## The problem

Five rows have been taken from a series of seventeen ions of charge +7, Cs to Lu, and shuffled. IE is the ionisation energy to the 8+ ion, a difference of two self-consistent Hartree-Fock energies, and "shift" below means the column IE(Dirac) − IE(non-rel.). Which row is which ion, and which columns can be trusted to tell?

B-spline radial atomic code 1, Cs7+ to Lu7+ at the basis limit: non-relativistic Hartree-Fock (configuration average, point nucleus) and Dirac-Coulomb Hartree-Fock (nl average, Fermi nucleus). IE is a ΔSCF energy without Breit, QED or recoil terms; the Breit and QED parts are first-order, QED from a radiative potential. NIST values run between ground levels. Candidates: Ho7+, La7+, Tm7+, Eu7+, Tb7+.

| row | IE, non-rel. (eV) | IE, Dirac (eV) | IE(Dirac) − IE(non-rel.) (eV) | Breit part of IE (eV) | QED part of IE (eV) |
| --- | --- | --- | --- | --- | --- |
| A | 124.605 | 135.420 | 10.81 | -0.327 | -0.0260 |
| B | 118.377 | 120.857 | 2.480 | -0.108 | 0.00153 |
| C | 101.683 | 102.766 | 1.083 | -0.0617 | 0.00421 |
| D | 124.819 | 128.230 | 3.411 | -0.132 | -0.000620 |
| E | 115.028 | 117.098 | 2.071 | -0.0957 | 0.00241 |

Outside [Kr] 4d¹⁰ 5s² the candidates are listed as La⁷⁺ 5p², Eu⁷⁺ 4f⁵5p³, Tb⁷⁺ 4f⁷5p³, Ho⁷⁺ 4f⁹5p³ and Tm⁷⁺ 4f¹¹5p³. Four of them lose one 5p electron. Ho⁷⁺ goes to 4f¹⁰5p¹: two 5p electrons leave their shell and one of them enters 4f. Of the twelve labelled rows, which may be used, ten lose one 5p electron, Cs⁷⁺ loses 5s, and Dy⁷⁺ (4f⁹5p²) loses 4f.

## Two limits of screening

At fixed charge each step along the series adds a proton and an electron. If the new electron sat wholly inside the 5p orbit it would cancel the proton, and the 5p ionisation energy would stand still. If it sat wholly outside, the charge that attracts 5p would rise by a full unit, though the repulsion of the outer electron, nearly constant inside its orbit, would take back part of the gain in energy. An electron added to 5p shares the radial range of the one to be removed and lies between the limits. An electron added to 4f is close to the first limit: in Er⁸⁺ the same calculation gives mean radii of 0.68 bohr for 4f and 1.24 bohr for 5p₁/₂, with 5p₃/₂ a little further out. The slopes agree with this picture. The Dirac IE climbs 4.51 eV per element from Ba to Ce, while 5p fills, but 2.02 eV from Ce to Pr and 1.82 eV from Yb to Lu, while 4f fills.

A hydrogen-like formula puts this in numbers:

IE = Ry · Z_eff² / 25, Z_eff = a + b_p n_p + b_f n_f,

with Ry = 13.606 eV and n_p, n_f the 5p and 4f occupations of the 7+ ion. Least squares on Z_eff over the ten labelled 5p rows gives, for the Dirac column, a = 13.125, b_p = 0.314 and b_f = 0.117. The factor 25 takes the principal quantum number as exactly 5, a convention that rescales all three constants, and Ba alone fixes b_p, being the only fitted row with n_p ≠ 3. What carries meaning is the contrast: both gains are far below 1, and the 4f gain is the smaller.

For Tm⁷⁺, which was not fitted, Z_eff = 13.125 + 3 × 0.314 + 11 × 0.117 = 15.354, and IE = 13.606 × 15.354² / 25 = 128.3 eV. Row D has 128.230 eV. The closeness is partly luck: the gain per 4f electron shrinks along the series, so the straight line misses the fitted rows in an arc, by 0.38 eV at Ce. A plain least-squares interpolation of each column in n_p, n_f and n_f² on the same ten rows removes the arc (rms 0.02 eV for both IE columns) and is used from here on as a ruler without physical content.

## Limits of the relativistic shift

For an electron in a field that changes only in scale, the leading relativistic correction is a fixed multiple of (Zα)² times the binding energy, α being the fine-structure constant. The reduced shift, shift/[(Zα)² IE(non-rel.)], should then be constant for one kind of orbital. It differs strongly between kinds. An s electron reaches the nucleus and is stabilised directly: Cs gives 0.221. An f electron hardly reaches it and feels mainly the better screening by contracted s and p shells, so it is destabilised: Dy gives −0.175, the only negative shift among the labelled rows. A 5p electron averaged over p₁/₂ and p₃/₂ lies between, with 0.0617 for Ba and 0.0616 for Ce.

With 4f electrons present the reduced shift climbs, to 0.115 at Lu. One argued cause is that relativistically expanded 4f orbitals screen 5p less well, an effect that adds with each 4f electron. It is not the only one: the 5p₁/₂–5p₃/₂ orbital splitting, which arises mainly near the nucleus, grows by a factor of 1.92 from Ce⁸⁺ to Er⁸⁺, while (Zα)² IE(non-rel.) of the 7+ ions grows by 1.60, so the direct effect also outruns the simple scaling. A least-squares line through the reduced shifts of the ten rows, 0.0632 + 0.00407 n_f, reproduces the shifts to 0.028 eV rms. A single power of Z fitted on logarithms needs an exponent near 6 and leaves 0.053 eV. Neither reaches the rounding of 0.0005 eV. The numbers show that the extra growth starts with the 4f shell; they do not say how much of it each cause gives.

## Rows C, E and B

Row C is the only one with a Dirac IE between Ba (98.3 eV) and Ce (107.3 eV), and the next hidden row is 14 eV higher. The constant reduced shift confirms it: (57α)² = 0.1730, and 0.1730 × 101.683 × 0.0616 = 1.084 eV against 1.083 eV in the row. C is La⁷⁺.

The interpolation predicts Dirac values of 117.10 eV for Eu, 120.88 eV for Tb and 128.26 eV for Tm. Rows E, B and D match these within 0.03 eV, while E and B are 3.8 eV apart. E is Eu⁷⁺ and B is Tb⁷⁺. That leaves A and D for Ho and Tm, and here the columns disagree.

## Rows A and D

Ranked by Dirac IE, shift or Breit part, A comes after D and would be called the heavier ion. But A cannot be a 5p loss. Its Dirac IE exceeds that of Lu, the last 5p row, by 3.5 eV, and its shift is 8.7 % of the non-relativistic IE, against 3.1 % for Lu and 3.6 % even for the 5s electron of Cs.

An energy cycle accounts for it. The process listed for Ho splits into loss of one 5p electron, 4f⁹5p³ → 4f⁹5p², and a transfer 5p → 4f in the 8+ ion. Dy supplies the price of such a transfer. Both 4f⁸5p³ and the listed 4f⁹5p² ionise to the same 4f⁸5p², so their energy difference is the interpolated 5p loss less the listed IE: 122.8 − 110.0 = 12.8 eV at the Dirac level. With 124.6 eV interpolated for the 5p loss of Ho, the cycle gives 124.6 + 12.8 = 137.4 eV, 1.9 eV above row A by the unrounded figures and 9 eV above row D.

The shift is sharper, because the transfer empties a stabilised orbital and fills a destabilised one, and both changes have the same sign. Dy gives 2.706 + 4.664 = 7.370 eV for the transfer, and Ho is predicted at 2.935 + 7.370 = 10.30 eV; row A has 10.81 eV and row D 3.411 eV. The Breit part follows the same cycle, −0.320 eV against −0.327 eV in row A. A is Ho⁷⁺ and D is Tm⁷⁺.

## Sure and ambiguous

All five assignments are sure once the Dirac IE and the shift are read with the configurations. Single columns are weaker. The non-relativistic IE separates A from D only through the interpolation for Tm, which gives 124.841 eV: row D meets it within about 0.02 eV and row A misses it by 0.24 eV. The cycle is no help in this column: the two rows differ by 0.21 eV, while it predicts 127.1 eV for Ho, misses row A by 2.5 eV and puts the pair in the wrong order. Ranking that column by Z happens to give the right order, by accident. The NIST values rank all five correctly, but E, B, A and D follow one another in steps of 4 to 5 eV with stated uncertainties of 6 to 7 eV. The QED part marks A off (−0.026 eV, the mirror of +0.026 eV in Dy). Among 5p rows it stays below 0.005 eV and is a remainder of self-energy terms good to 10 to 30 %, so neither its order nor its change of sign at Er deserves a cause.

The rows with their labels:

| species | Z | electrons | configuration | ion's configuration | IE, non-rel. (eV) | IE, Dirac (eV) | IE(Dirac) − IE(non-rel.) (eV) | Breit part of IE (eV) | QED part of IE (eV) | NIST table (eV) | kind of table value | stated uncertainty (eV) |
| --- | --- | --- | --- | --- | --- | --- | --- | --- | --- | --- | --- | --- |
| Cs7+ | 55 | 48 | [Kr] 4d10 5s2 | [Kr] 4d10 5s1 | 104.706 | 108.433 | 3.728 | -0.0475 | -0.0496 | 110.1 | semi-empirical | 0.6 |
| Ba7+ | 56 | 49 | [Kr] 4d10 5s2 5p1 | [Kr] 4d10 5s2 | 97.2819 | 98.2841 | 1.002 | -0.0580 | 0.00417 | 101 | theory | 2.1 |
| La7+ | 57 | 50 | [Kr] 4d10 5s2 5p2 | [Kr] 4d10 5s2 5p1 | 101.683 | 102.766 | 1.083 | -0.0617 | 0.00421 | 105 | theory | 2.1 |
| Ce7+ | 58 | 51 | [Kr] 4d10 5s2 5p3 | [Kr] 4d10 5s2 5p2 | 106.128 | 107.299 | 1.171 | -0.0656 | 0.00423 | 106 | theory | 2.1 |
| Pr7+ | 59 | 52 | [Kr] 4d10 4f1 5s2 5p3 | [Kr] 4d10 4f1 5s2 5p2 | 107.982 | 109.322 | 1.340 | -0.0717 | 0.00389 | 112 | theory | 6 |
| Nd7+ | 60 | 53 | [Kr] 4d10 4f2 5s2 5p3 | [Kr] 4d10 4f2 5s2 5p2 | 109.795 | 111.308 | 1.513 | -0.0778 | 0.00355 | 114 | theory | 6 |
| Pm7+ | 61 | 54 | [Kr] 4d10 4f3 5s2 5p3 | [Kr] 4d10 4f3 5s2 5p2 | 111.571 | 113.263 | 1.692 | -0.0838 | 0.00319 | 116 | theory | 6 |
| Sm7+ | 62 | 55 | [Kr] 4d10 4f4 5s2 5p3 | [Kr] 4d10 4f4 5s2 5p2 | 113.314 | 115.192 | 1.878 | -0.0897 | 0.00281 | 118 | theory | 6 |
| Eu7+ | 63 | 56 | [Kr] 4d10 4f5 5s2 5p3 | [Kr] 4d10 4f5 5s2 5p2 | 115.028 | 117.098 | 2.071 | -0.0957 | 0.00241 | 120 | theory | 6 |
| Gd7+ | 64 | 57 | [Kr] 4d10 4f6 5s2 5p3 | [Kr] 4d10 4f6 5s2 5p2 | 116.715 | 118.986 | 2.271 | -0.102 | 0.00199 | 123 | theory | 6 |
| Tb7+ | 65 | 58 | [Kr] 4d10 4f7 5s2 5p3 | [Kr] 4d10 4f7 5s2 5p2 | 118.377 | 120.857 | 2.480 | -0.108 | 0.00153 | 125 | theory | 6 |
| Dy7+ | 66 | 59 | [Kr] 4d10 4f9 5s2 5p2 | [Kr] 4d10 4f8 5s2 5p2 | 114.660 | 109.996 | -4.664 | 0.0857 | 0.0258 | 127 | theory | 6 |
| Ho7+ | 67 | 60 | [Kr] 4d10 4f9 5s2 5p3 | [Kr] 4d10 4f10 5s2 5p1 | 124.605 | 135.420 | 10.81 | -0.327 | -0.0260 | 129 | theory | 6 |
| Er7+ | 68 | 61 | [Kr] 4d10 4f10 5s2 5p3 | [Kr] 4d10 4f10 5s2 5p2 | 123.237 | 126.400 | 3.163 | -0.126 | -9.61e-06 | 131 | theory | 7 |
| Tm7+ | 69 | 62 | [Kr] 4d10 4f11 5s2 5p3 | [Kr] 4d10 4f11 5s2 5p2 | 124.819 | 128.230 | 3.411 | -0.132 | -0.000620 | 133 | theory | 7 |
| Yb7+ | 70 | 63 | [Kr] 4d10 4f12 5s2 5p3 | [Kr] 4d10 4f12 5s2 5p2 | 126.384 | 130.054 | 3.670 | -0.138 | -0.00128 | 135 | theory | 7 |
| Lu7+ | 71 | 64 | [Kr] 4d10 4f13 5s2 5p3 | [Kr] 4d10 4f13 5s2 5p2 | 127.934 | 131.875 | 3.942 | -0.145 | -0.00194 | 136 | theory | 7 |

## What the dip and the spike mean

The cycle rests on interpolated states, so what follows is inferred. At this level the listed Dy⁷⁺ configuration lies about 13 eV above 4f⁸5p³ and the listed Ho⁸⁺ configuration about 11 eV above 4f⁹5p² (5.4 and 2.9 eV without relativity). The dip at Dy and the spike at Ho therefore come from the choice of configurations, and the NIST column runs smoothly through both: the Dirac value is 17.0 eV below it at Dy and 6.4 eV above it at Ho. This does not prove the listed configurations wrong, since correlation, terms and fine structure are all absent. The terms of the 4f shell alone are not expected to rescue them: past half filling, exchange lowers the ground term less with each further 4f electron, which favours 4f⁸ over 4f⁹ in Dy⁷⁺ and 4f⁹ over 4f¹⁰ in Ho⁸⁺. The cheaper transfer in Ho⁸⁺ has the direction of the hydrogenic limit, where a higher charge pulls 4f below 5p, but the occupations differ too, and two rows cannot part the causes.

The size of the ion supports the cycle. The sum of ⟨r²⟩ over all electrons drops on ionisation by 2.49 bohr² in Tb and 2.30 in Er, which interpolates linearly to 2.43 for Dy and 2.36 for Ho. The listed Dy process gives only 1.64, so the cycle predicts 2.36 + 2.43 − 1.64 = 3.15 bohr² for Ho; the calculation gives 3.14.



## The two levels against the reference

The Dirac IE is nearer to NIST than the non-relativistic one in every row but Ce, Dy and Ho. For the 5p rows from Pr to Lu it lies 2.7 to about 5 eV low, inside the stated uncertainty; the non-relativistic IE lies 4.0 to 8.6 eV low and falls outside it from Gd on. These references are theory and run between ground levels, whereas the computed values average over fine structure and terms. The 5p₁/₂–5p₃/₂ orbital splitting is 4.03 eV in Ce⁸⁺ and 7.74 eV in Er⁸⁺, as large as the gaps. In Ba⁷⁺ the direction is certain: the 5p¹ average lies two thirds of the splitting above the ²P₁/₂ ground level, which lowers the computed IE, and the Dirac value is 2.7 eV low against an uncertainty of 2.1 eV.

Cs⁷⁺ is the clean test, with a closed shell, a single-level ion and the only semi-empirical reference. Relativity cuts its deficit from 5.4 to 1.7 eV, still nearly three times the uncertainty of 0.6 eV, and Breit and QED together widen it to 1.8 eV. Correlation is the argued remainder: the ion with one more electron, here a paired 5s, loses more correlation energy in Hartree-Fock, so the computed IE comes out low.
